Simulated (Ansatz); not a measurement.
## Calibrating B2PLYP/def2-TZVPP on B-containing molecules

The vertical ionisation energy (cation less neutral) in eV of 7 B-containing molecules: x at B2PLYP/def2-TZVPP, y at CCSD(T)/def2-TZVPP. Shapes, held fixed at every level: PBE0-D4/def2-TZVP. Programs: Ansatz 0.2.0.

```
                    molecule  x (eV)  y (eV)
                    BH3(NH3)   10.58   10.73
                   BH3(SeH2)   10.78   10.91
                    BH3(SH2)   10.92   11.09
            BF (SMILES [B]F)   10.95   11.09
HBS (hydrogen boron sulfide)   11.13   11.14
    B(OH)O (oxoborinic acid)   12.39       ?
     BOF (fluoro(oxo)borane)   13.49   13.46
```

Fit y = c + s·x to the known rows and predict y for B(OH)O.


1. Means of the 6 rows: x = 11.3083, y = 11.403.
2. Σ(Δx)² = 5.8803, Σ(Δx·Δy) = 5.5189, so the slope is 5.5189/5.8803 = 0.93854.
3. Intercept: 11.403 − (0.93854) × 11.3083 = 0.790. The largest residual of the fit is 0.096.
4. B(OH)O: 0.790 + 0.93854 × 12.39 = 12.42 eV.

CCSD(T)/def2-TZVPP gives 12.39 eV, so the prediction is off by +0.03 eV, within the largest residual. Uncorrected, B2PLYP/def2-TZVPP misses it by 0.00 eV, and the other rows by 0.11 on average. The line makes this one worse. BOF lies far out in x and weighs most in the slope. Left out in turn, the other rows are missed by 0.10 eV on average, hardly better than no correction. Cations run unrestricted. Relativity is left out for Se. Outer-core shells of Se are correlated, in sets that cover them unevenly.

The B2PLYP error follows the kind of electron removed more than the size of the ionisation energy. The three borane adducts and BF, where the electron probably leaves a B–H bonding orbital or the boron lone pair, all come out too low. HBS, BOF and B(OH)O, which should ionise from π orbitals largely on the terminal chalcogen, agree closely with CCSD(T), perhaps because the functional's errors in exchange and correlation cancel better there.

HBS is the telling case: its ionisation energy is close to BF's, yet it needs almost no correction and gives the fit's largest residual. The slope below one therefore probably reflects a difference between classes, not an error that scales with energy, and B(OH)O inherits part of a shift that belongs to the σ-type ionisations.

The higher value for BOF than for HBS fits the tighter binding of oxygen 2p electrons compared with sulfur 3p. A separate offset for each orbital type is a plausible alternative to the line, but two π-type rows in the fit are too few to establish one.
